\section*{Appendix: The Koster--Slater threshold on the cubic lattices}

\subsection*{Premises}

The model of Koster and Slater (1954) is taken in its one-band, one-site form.
(i) One electron moves on an infinite simple cubic (sc), body-centred cubic (bcc) or face-centred cubic (fcc) lattice of cube edge $a$, with one orthonormal orbital $|\mathbf R\rangle$ per site. Spin is a spectator.
(ii) The host couples each site to its $z$ nearest neighbours ($z=6,8,12$) by a real element $-t$ with $t>0$, and the host site energy is the zero of energy.
(iii) The impurity changes only the energy of the site at the origin, by $U<0$. Thus
\begin{equation}
H=H_0+U|0\rangle\langle0|,\qquad H_0=-t\sum_{\mathbf R}\sum_{\boldsymbol\rho}|\mathbf R+\boldsymbol\rho\rangle\langle\mathbf R| ,
\label{eq:H}
\end{equation}
where $\boldsymbol\rho$ runs over the nearest-neighbour vectors. The cube holds $n=1,2,4$ sites, so the volume per site is $\Omega=a^3/n$. The zone average is $\langle f\rangle=\Omega\int_{\rm BZ}f\,d^3k/(2\pi)^3$, and $K(m)=\int_0^{\pi/2}(1-m\sin^2\theta)^{-1/2}d\theta$ is written with the parameter $m$.

\subsection*{The host band}

Bloch waves $e^{i\mathbf k\cdot\mathbf R}$ diagonalise $H_0$ with $\varepsilon(\mathbf k)=-zt\gamma(\mathbf k)$ and $\gamma=z^{-1}\sum_{\boldsymbol\rho}\cos\mathbf k\cdot\boldsymbol\rho$. With $c_i=\cos x_i$, where $x_i=k_ia$ for sc and $x_i=k_ia/2$ for bcc and fcc, the sums over $\boldsymbol\rho$ give
\begin{equation}
\gamma_{\rm sc}=\tfrac13(c_1+c_2+c_3),\qquad \gamma_{\rm bcc}=c_1c_2c_3,\qquad \gamma_{\rm fcc}=\tfrac13(c_1c_2+c_2c_3+c_3c_1).
\label{eq:gamma}
\end{equation}
The cube $-\pi<x_i\le\pi$ is a period cell of $\gamma$ that holds one, four and two zones respectively, so a zone average equals the average over this cube, and by evenness over $0\le x_i\le\pi$. The value $\gamma=1$ needs $\cos\mathbf k\cdot\boldsymbol\rho=1$ for every $\boldsymbol\rho$. Since the $\boldsymbol\rho$ generate the lattice, $\mathbf k$ is then a reciprocal lattice vector, and the band has a single minimum per zone, $-zt$ at $\mathbf k=0$. Expanding the cosines to second order gives the same form on all three lattices,
\begin{equation}
e(\mathbf k)\equiv\varepsilon(\mathbf k)+zt=ta^2k^2+O(k^4),\qquad t=\frac{\hbar^2}{2m^*a^2},
\label{eq:edge}
\end{equation}
where $m^*$ is the band-edge mass. For fcc, for instance, $c_1c_2\simeq1-a^2(k_1^2+k_2^2)/8$, and the three products times $4t$ give $ta^2k^2$.

\subsection*{Bound-state condition and threshold}

Let $H|\phi\rangle=E|\phi\rangle$ with $E=-zt-E_b$, $E_b>0$, and $\phi_{\mathbf R}=\langle\mathbf R|\phi\rangle$. Below the band $E-H_0$ is invertible, so
\begin{equation}
\phi_{\mathbf R}=U\phi_0\,G_{\mathbf R}(E),\qquad G_{\mathbf R}(E)=\Big\langle\frac{e^{i\mathbf k\cdot\mathbf R}}{E-\varepsilon(\mathbf k)}\Big\rangle .
\label{eq:phi}
\end{equation}
If $\phi_0=0$ the whole state vanishes. Hence $\phi_0\neq0$, and $\mathbf R=0$ gives $1=UG_0(E)$, or
\begin{equation}
\frac1{|U|}=g(E_b),\qquad g(E_b)\equiv-G_0=\Big\langle\frac1{E_b+e(\mathbf k)}\Big\rangle .
\label{eq:cond}
\end{equation}
Conversely, a root of \eqref{eq:cond} makes \eqref{eq:phi} an eigenvector, with finite norm $U^2|\phi_0|^2\langle(E_b+e)^{-2}\rangle$. A perturbation of rank one leaves the essential spectrum unchanged (Weyl's theorem), so the spectrum below $-zt$ consists of these roots alone.

The function $g$ is continuous, falls strictly because $g'=-\langle(E_b+e)^{-2}\rangle<0$, and tends to zero as $E_b\to\infty$. As $E_b\to0^+$ it rises monotonically to $\langle1/e\rangle$, which is finite in three dimensions because $d^3k/k^2$ is integrable at the only zero of $e$. The range of $g$ is therefore the open interval from $0$ to $\langle1/e\rangle$. Equation \eqref{eq:cond} has exactly one root if $|U|>U_c$ and none otherwise, with
\begin{equation}
U_c=\frac{zt}{W},\qquad W=\Big\langle\frac1{1-\gamma}\Big\rangle .
\label{eq:Uc}
\end{equation}
$U_c$ is the harmonic mean of the band energies counted from the edge, and the $W$ are the Watson integrals (Watson, 1939), here normalised as averages of $1/(1-\gamma)$. At $|U|=U_c$ the solution \eqref{eq:phi} at the edge has a norm proportional to $\langle e^{-2}\rangle$, which diverges like $\int dk/k^2$ at small $k$, so no state is bound at the threshold itself. Normalising \eqref{eq:phi} and differentiating \eqref{eq:cond} with respect to $|U|$ give the weight on the impurity site,
\begin{equation}
Z\equiv|\phi_0|^2=\frac{g^2}{-g'}=\frac{dE_b}{d|U|}.
\label{eq:Z}
\end{equation}

\subsection*{Reduction to single integrals}

Two elementary integrals are used. For $A>|B|$,
\begin{equation}
\frac1\pi\int_0^\pi\frac{dx}{A-B\cos x}=\frac1{\sqrt{A^2-B^2}} .
\label{eq:AB}
\end{equation}
For positive $\alpha,\beta,\lambda$ with $\alpha\lambda<\beta^2$, the substitution $\tau=\sqrt{\alpha/\beta}\,\tan\theta$ turns the integrand below into $[\beta^2\cos^2\theta+\alpha\lambda\sin^2\theta]^{-1/2}d\theta$, so that
\begin{equation}
\int_0^\infty\frac{d\tau}{\sqrt{(\alpha+\beta\tau^2)(\beta+\lambda\tau^2)}}=\frac1\beta K\Big(1-\frac{\alpha\lambda}{\beta^2}\Big).
\label{eq:lemma}
\end{equation}

\emph{fcc.} Put $E=-4ts$, so that $s=3+\delta$ with $\delta=E_b/4t$, and $g=F(s)/4t$ with $F=\langle(s-3\gamma)^{-1}\rangle$. As a function of $c_2$ the denominator has $A=s-c_3c_1$ and $B=c_1+c_3$, and
\begin{equation}
A^2-B^2=[s-c_3-(1+c_3)c_1]\,[s+c_3+(1-c_3)c_1].
\end{equation}
With $\tau=\tan(x_1/2)$, $c_1=(1-\tau^2)/(1+\tau^2)$ and $dx_1=2d\tau/(1+\tau^2)$, the brackets times $1+\tau^2$ become $\alpha+\beta\tau^2$ and $\beta+\lambda\tau^2$ with $\alpha=s-1-2c_3$, $\beta=s+1$, $\lambda=s-1+2c_3$, all positive for $s>3$. The factors $1+\tau^2$ cancel against $dx_1$, and \eqref{eq:lemma} gives
\begin{equation}
F(s)=\frac{2}{\pi^2(s+1)}\int_0^\pi K\Big(\frac{4(s+\cos^2x)}{(s+1)^2}\Big)dx,\qquad W_{\rm fcc}=3F(3).
\label{eq:fcc}
\end{equation}

\emph{sc.} Put $E=-2ts$ and $\sigma=s-c_3$. Now $A=\sigma-c_1$, $B=1$, and $A^2-B^2=(\sigma-1-c_1)(\sigma+1-c_1)$ leads to $\alpha=\sigma-2$, $\beta=\sigma$, $\lambda=\sigma+2$. Hence
\begin{equation}
2tg=\frac2{\pi^2}\int_0^\pi\frac{dx}{s-\cos x}\,K\Big(\frac4{(s-\cos x)^2}\Big),
\label{eq:sc}
\end{equation}
and $W_{\rm sc}$ is three times the right-hand side at $s=3$.

\emph{bcc.} At the edge \eqref{eq:AB} gives $(1-c_1^2c_3^2)^{-1/2}$, whose average over $x_1$ is $(2/\pi)K(c_3^2)$ by definition, so $W_{\rm bcc}=(4/\pi^2)\int_0^{\pi/2}K(\cos^2x)\,dx$.

\subsection*{Values of the Watson integrals}

Define $p_j=\binom{2j}{j}4^{-j}$, the average of $\sin^{2j}x$ or $\cos^{2j}x$, and $d_j=2\sum_{l=1}^{j}[(2l-1)2l]^{-1}$ with $d_0=0$.

For bcc the geometric series of $1/(1-\gamma)$ factorises, $\langle\gamma^{2j}\rangle=p_j^3$ with vanishing odd moments, and $W_{\rm bcc}=\sum_jp_j^3={}_3F_2(\tfrac12,\tfrac12,\tfrac12;1,1;1)$. Clausen's identity states that ${}_3F_2(\tfrac12,\tfrac12,\tfrac12;1,1;y)=[{}_2F_1(\tfrac14,\tfrac14;1;y)]^2$, and Gauss's sum at $y=1$ is $\Gamma(\tfrac12)/\Gamma(\tfrac34)^2$. Therefore $W_{\rm bcc}=\pi/\Gamma(\tfrac34)^4=1.393204$.

For fcc at $s=3$ the complementary parameter is $m'=1-m=\tfrac14\sin^2x\le\tfrac14$, and the standard expansion about $m=1$,
\begin{equation}
K=\sum_{j\ge0}p_j^2\,m'^{\,j}\Big[\ln4-\tfrac12\ln m'-d_j\Big],
\label{eq:Klog}
\end{equation}
converges geometrically and can be averaged term by term. The average of $\sin^{2q}x$ is $\Gamma(q+\tfrac12)/[\sqrt\pi\,\Gamma(q+1)]$. Its derivative with respect to $q$ at $q=j$ shows that the average of $\sin^{2j}x\,\ln\sin x$ is $p_j(d_j/2-\ln2)$. With $\ln4-\tfrac12\ln m'=\ln8-\ln\sin x$,
\begin{equation}
W_{\rm fcc}=\frac3{2\pi}\sum_{j\ge0}\frac{p_j^3}{4^j}\Big(4\ln2-\tfrac32d_j\Big).
\label{eq:Wser}
\end{equation}
The terms are $2.772589$, $0.039768$, $0.003370$, $0.000440,\dots$, the sum is $2.816252$, and $W_{\rm fcc}=1.344661$. For sc, quadrature of \eqref{eq:sc} at $s=3$, where the singularity at $x=0$ is logarithmic, gives $W_{\rm sc}=1.516386$. These two numbers coincide with the known closed forms, quoted without proof, $W_{\rm fcc}=9\,\Gamma(\tfrac13)^6/(2^{14/3}\pi^4)$ and $W_{\rm sc}=\sqrt6\,\Gamma(\tfrac1{24})\Gamma(\tfrac5{24})\Gamma(\tfrac7{24})\Gamma(\tfrac{11}{24})/(32\pi^3)$. The thresholds follow from \eqref{eq:Uc}:
\begin{equation}
\begin{array}{lcccc}
 & z & W & U_c/t & U_c/zt\\
{\rm sc} & 6 & 1.516386 & 3.9568 & 0.6595\\
{\rm bcc} & 8 & 1.393204 & 5.7422 & 0.7178\\
{\rm fcc} & 12 & 1.344661 & 8.9242 & 0.7437
\end{array}
\label{eq:table}
\end{equation}
Since $\langle\gamma^j\rangle$ is the probability that a nearest-neighbour random walk stands at its origin after $j$ steps, $W$ is the mean number of visits to the origin and $U_c/zt=1/W$ is the probability of never returning.

\subsection*{Binding energy just above threshold}

Subtract \eqref{eq:cond} from $1/U_c=g(0)$:
\begin{equation}
\frac1{U_c}-\frac1{|U|}=\Big\langle\frac{E_b}{e\,(e+E_b)}\Big\rangle .
\label{eq:diff}
\end{equation}
Replace $e$ by $e_0=ta^2k^2$ and extend the integral to all $\mathbf k$, and set $\kappa^2=E_b/ta^2$. This leading part is
\begin{equation}
\frac{\Omega}{ta^2}\,\frac1{2\pi^2}\int_0^\infty\frac{\kappa^2\,dk}{k^2+\kappa^2}=\frac{\Omega\kappa}{4\pi ta^2}=\frac{1}{4\pi nt}\sqrt{\frac{E_b}{t}} .
\end{equation}
Both replacements cost only $O(E_b)$. Outside the zone the added integrand is below $E_b/e_0^2\propto E_b/k^4$, which is integrable at infinity. Inside the zone $|e-e_0|\le Ck^4$ and $e\ge C'k^2$ with positive constants, so the change of the integrand, $E_b(e_0-e)(e+e_0+E_b)/[e\,e_0(e+E_b)(e_0+E_b)]$, is bounded by a constant times $E_b/k^2$ uniformly in $E_b$, which is integrable at the origin. This bound also allows the limit $E_b\to0$ under the integral, so with $\epsilon=E_b/t$
\begin{equation}
tg=\frac Wz-\frac{\sqrt\epsilon}{4\pi n}+b\,\epsilon+o(\epsilon)
\label{eq:exp}
\end{equation}
with a lattice constant $b$. Keeping the square root alone and solving for $E_b$,
\begin{equation}
E_b\simeq E_b^{(0)}=16\pi^2n^2t^3\Big(\frac1{U_c}-\frac1{|U|}\Big)^2 .
\label{eq:law}
\end{equation}
The prefactor is $16\pi^2t^3$ for sc, $64\pi^2t^3$ for bcc and $256\pi^2t^3$ for fcc. The level leaves the edge quadratically in $|U|-U_c$, and by \eqref{eq:Z} the central weight vanishes there as $Z\simeq8\pi nt^2\sqrt\epsilon/U_c^2$. The same long-wavelength replacement in \eqref{eq:phi} gives the tail $\phi_{\mathbf R}\propto e^{-\kappa R}/R$.

With the linear term, $\sqrt{\epsilon^{(0)}}=\sqrt\epsilon\,(1-4\pi nb\sqrt\epsilon)$, where $\epsilon^{(0)}=E_b^{(0)}/t$, and inversion to first order gives
\begin{equation}
E_b\simeq E_b^{(0)}\big[1+8\pi nb\sqrt{\epsilon^{(0)}}\big].
\label{eq:corr}
\end{equation}

\emph{The constant $b$ for sc.} Write $1/D=\int_0^\infty e^{-\tau D}d\tau$ for the positive denominator $D=6+\epsilon-2(c_1+c_2+c_3)$. The average of $e^{2\tau c_i}$ is the modified Bessel function $I_0(2\tau)$, so $tg=\int_0^\infty f(\tau)e^{-\epsilon\tau}d\tau$ with $f=[e^{-2\tau}I_0(2\tau)]^3$. At large $\tau$, $f=f_\infty[1+O(1/\tau)]$ with $f_\infty=(4\pi\tau)^{-3/2}$. The part $\int_0^\infty f_\infty(1-e^{-\epsilon\tau})d\tau=(4\pi)^{-3/2}\,2\sqrt{\pi\epsilon}=\sqrt\epsilon/4\pi$ reproduces the square root of \eqref{eq:exp}. Since $\tau(f-f_\infty)$ is integrable at both ends, the rest is linear in $\epsilon$, and quadrature gives
\begin{equation}
b_{\rm sc}=-\int_0^\infty\tau\,(f-f_\infty)\,d\tau=-0.01216 .
\end{equation}

\emph{The constant $b$ for fcc.} In \eqref{eq:fcc}, $F=2\overline K/[\pi(4+\delta)]$, where the bar is the average over $x$, and $m'=(4\sin^2x+4\delta+\delta^2)/(4+\delta)^2$. Split $K=-\tfrac12\ln m'+Q(m')$. The numerator of $m'$ equals $2\cosh2\vartheta-2\cos2x$ with $\cosh\vartheta=1+\delta/2$, and the average of its logarithm is $2\vartheta$, as the factorisation $e^{2\vartheta}|1-e^{-2\vartheta+2ix}|^2$ shows. Thus $-\tfrac12\overline{\ln m'}=\ln(4+\delta)-\vartheta$ with $\vartheta=\sqrt\delta+O(\delta^{3/2})$. By \eqref{eq:Klog} the derivative $Q'$ is only logarithmically singular, so $\overline Q$ is differentiable at $\delta=0$, where $\partial m'/\partial\delta=\tfrac14-\tfrac18\sin^2x$. Term-by-term averaging as in \eqref{eq:Wser} gives $T=\overline{Q'\,\partial m'/\partial\delta}=0.073458$, and
\begin{equation}
F=F(3)-\frac{\sqrt\delta}{2\pi}+B_1\delta+o(\delta),\qquad B_1=-\frac{F(3)}4+\frac{1/4+T}{2\pi}=-0.060575 .
\end{equation}
With $tg=F/4$ and $\delta=\epsilon/4$ the square root is $\sqrt\epsilon/16\pi$, as \eqref{eq:exp} requires for $n=4$, and $b_{\rm fcc}=B_1/16=-0.003786$. The bracket in \eqref{eq:corr} is $1-0.306\sqrt{\epsilon^{(0)}}$ for sc and $1-0.381\sqrt{\epsilon^{(0)}}$ for fcc, so near threshold \eqref{eq:law} overestimates the binding.

\subsection*{Range of validity}

Equations \eqref{eq:cond}, \eqref{eq:Uc}, \eqref{eq:Z}, \eqref{eq:fcc} and \eqref{eq:sc} are exact for the Hamiltonian \eqref{eq:H}. The quadratic law \eqref{eq:law} is asymptotic. Its first correction stays below 10 per cent for $E_b^{(0)}<0.11\,t$ (sc) and $E_b^{(0)}<0.07\,t$ (fcc). For $|U|\gg zt$, the moments $\langle\gamma\rangle=0$ and $\langle\gamma^2\rangle=1/z$ give $g\simeq|E|^{-1}+zt^2|E|^{-3}$ and $|E|\simeq|U|+zt^2/|U|$, whereas \eqref{eq:law} saturates.

The finite threshold rests on three dimensions and on an isolated quadratic edge. In one or two dimensions $\langle1/e\rangle$ diverges and $U_c=0$. The sc and bcc lattices are bipartite, $\gamma\to-\gamma$ under a shift of $\mathbf k$, so a repulsive $U>U_c$ binds a state above the band with the same $U_c$. The fcc lattice is not. Its $\gamma$ is linear in each $c_i$, takes its extreme values at $c_i=\pm1$, and reaches the minimum $-\tfrac13$ along whole lines such as $c_1=1$, $c_2=-1$ with arbitrary $c_3$. Across such a line the integral behaves as $\int d^2k/k^2$ and diverges, so the upper edge at $+4t$, or the lower edge if the sign of $t$ is reversed, has no threshold. Further hoppings or a band of other shape keep $1/U_c=\langle1/e\rangle$ and change its value. Equation \eqref{eq:law} survives for an isotropic single edge if $t$ is read as $\hbar^2/2m^*a^2$. A Coulomb tail binds at any strength, so the result concerns neutral, isoelectronic centres. Other bands, perturbations on neighbouring sites and a second carrier lie outside the premises.

\subsection*{Illustration: oxygen on a tellurium site in ZnTe}

In zinc-blende ZnTe the Te sites form an fcc lattice, the conduction-band edge is a single $s$-like minimum at $\mathbf k=0$, and isoelectronic O attracts an electron at short range. The inputs are typical values, $a\approx0.610$~nm and $m^*\approx0.12\,m_e$. The strength $U$ is not known independently. It is chosen so that the model reproduces the typical depth of the oxygen level, $E_b\approx0.40$~eV ($6.4\times10^{-20}$~J) below the edge, and the depth is therefore an input. Intermediate values are carried unrounded.

Equation \eqref{eq:edge} gives $t=1.37\times10^{-19}$~J $=0.853$~eV, and \eqref{eq:table} gives $U_c=1.22\times10^{-18}$~J $=7.6$~eV. With $\delta=E_b/4t=0.1172$, \eqref{eq:fcc} yields $F=0.3883$ against $F(3)=0.4482$, and $dF/ds=-0.271$. Then
\begin{equation}
|U|=\frac{4t}{F}=8.8\ {\rm eV},\qquad\frac{|U|}{U_c}=\frac{F(3)}{F}=1.15,\qquad Z=\frac{F^2}{-dF/ds}=0.56 .
\end{equation}
The eigenvalue equation at the origin, $(E-U)\phi_0=-12t\phi_1$, fixes the common amplitude on the twelve nearest Te sites, $\phi_1/\phi_0=(12t+E_b-|U|)/12t=0.18$, and this shell carries a weight $12Z(\phi_1/\phi_0)^2=0.22$. The decay along a cube axis follows from continuing $k_1\to i\kappa$ with $k_2=k_3=0$, which gives $2\cosh(\kappa a/2)+1=s$, or $\kappa a/2=\vartheta$, and $1/\kappa=0.90$~nm. The parabolic value $\hbar/\sqrt{2m^*E_b}$ is $0.89$~nm, about twice the Te--Te distance $a/\sqrt2=0.43$~nm.

The level lies outside the range of the quadratic law, which ends near $0.06$~eV for this $t$. For the same $U$, \eqref{eq:law} gives $E_b^{(0)}=16\pi^2t\,[F(3)-F]^2=0.48$~eV, 21 per cent above the exact root of \eqref{eq:cond}. The first correction in \eqref{eq:corr} is 29 per cent and overshoots to $0.34$~eV, so \eqref{eq:fcc} has to be used in full.

Several neglected terms rival the binding. By \eqref{eq:Z} a 5 per cent change of $U$ moves the level by $0.24$~eV to first order. A change $\Delta t$ of the twelve hoppings at the impurity, as the inward relaxation of the Zn neighbours around the small O atom will cause, shifts it by $-24Z(\phi_1/\phi_0)\Delta t=-2.4\,\Delta t$, which is $0.21$~eV in magnitude for $\Delta t=0.1\,t$. A hole held by the trapped electron adds a Coulomb binding. With approximate inputs $m_h\approx0.6\,m_e$ and relative permittivity $10$, the hydrogenic value for a point charge is $0.08$~eV, and the spread of the electron lowers it. Coupling to the valence band enters through $E_b/E_g=0.17$ for a typical low-temperature gap $E_g\approx2.4$~eV. In the two-band relation $\hbar^2\kappa^2/2m^*=E_b(1-E_b/E_g)$ it lengthens the tail by about 10 per cent.

The largest defect is the band shape. A nearest-neighbour band fitted to $m^*$ puts the $L$ point ($c_i=0$) at $12t=10.2$~eV and the $X$ point ($c_1=-1$, $c_2=c_3=1$) at $16t=13.7$~eV above the edge. In ZnTe these valleys typically lie only about 1~eV above the edge and most of the lowest conduction band within about 3~eV, so its harmonic mean energy is of the order of 2~eV. The values $U_c=7.6$~eV and $|U|=8.8$~eV belong to the model and exceed the corresponding one-band quantities for a realistic band by roughly a factor of three to four. The weight $Z=0.56$ depends on the whole band in the same way and is likewise the model's. The decay length near $0.9$~nm is fixed by the inputs $m^*$ and $E_b$ and depends little on the upper part of the band.